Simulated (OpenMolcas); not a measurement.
# How basis sets differ on CH3NOSi (SMILES N#CO[SiH3])

CH3NOSi: 7 atoms, total charge 0, spin state singlet. SMILES: `N#CO[SiH3]`. Geometry: relaxed at GFN2-xTB.

```jsonl
{"atom": "N", "x (Å)": "1.9369", "y (Å)": "-1.4035", "z (Å)": "1.4778"}
{"atom": "C", "x (Å)": "1.0681", "y (Å)": "-1.0831", "z (Å)": "0.8062"}
{"atom": "O", "x (Å)": "0.1091", "y (Å)": "-0.7721", "z (Å)": "0.0626"}
{"atom": "Si", "x (Å)": "-0.6407", "y (Å)": "0.5940", "z (Å)": "-0.4848"}
{"atom": "H", "x (Å)": "-1.6532", "y (Å)": "-0.0427", "z (Å)": "-1.3103"}
{"atom": "H", "x (Å)": "-1.1607", "y (Å)": "1.3217", "z (Å)": "0.6681"}
{"atom": "H", "x (Å)": "0.3405", "y (Å)": "1.3857", "z (Å)": "-1.2195"}
```

Each level gives the HOMO–LUMO gap (eV). The values are calculated.

```tsv
level	kind	program	value (eV)
HF/ANO-RCC-MB (DKH2)	Hartree–Fock	OpenMolcas	17.10
HF/STO-3G	Hartree–Fock	OpenMolcas	19.14
HF/3-21G	Hartree–Fock	OpenMolcas	14.41
HF/def2-SVP	Hartree–Fock	OpenMolcas	14.86
```

The values span 14.41 to 19.14 eV. A Hartree–Fock LUMO above zero doesn't converge with the basis: it sinks as sets grow more diffuse. Orbital gaps aren't excitation energies.

The gap separates the basis sets by valence flexibility: both minimal sets, STO-3G and ANO-RCC-MB, lie above both split-valence sets. With one radial function per valence shell, an empty orbital is little more than the antibonding combination left over from the occupied space, and it can't change its radial extent independently. Splitting the valence shell lets it relax and lowers its energy, which probably accounts for most of the narrowing.

The two minimal sets still differ, at 19.14 and 17.10 eV, so the shape of the contracted functions matters as well as their number. Scalar relativity is unlikely to explain much of this in a molecule whose heaviest atom is silicon. Nor does the gap fall steadily with basis size: def2-SVP, though it adds polarization functions, gives a slightly larger value than 3-21G. The spread therefore reflects the description of the orbitals, not any change in the silyl cyanate's bonding. Without the separate orbital energies, the shifts can't be divided between HOMO and LUMO.
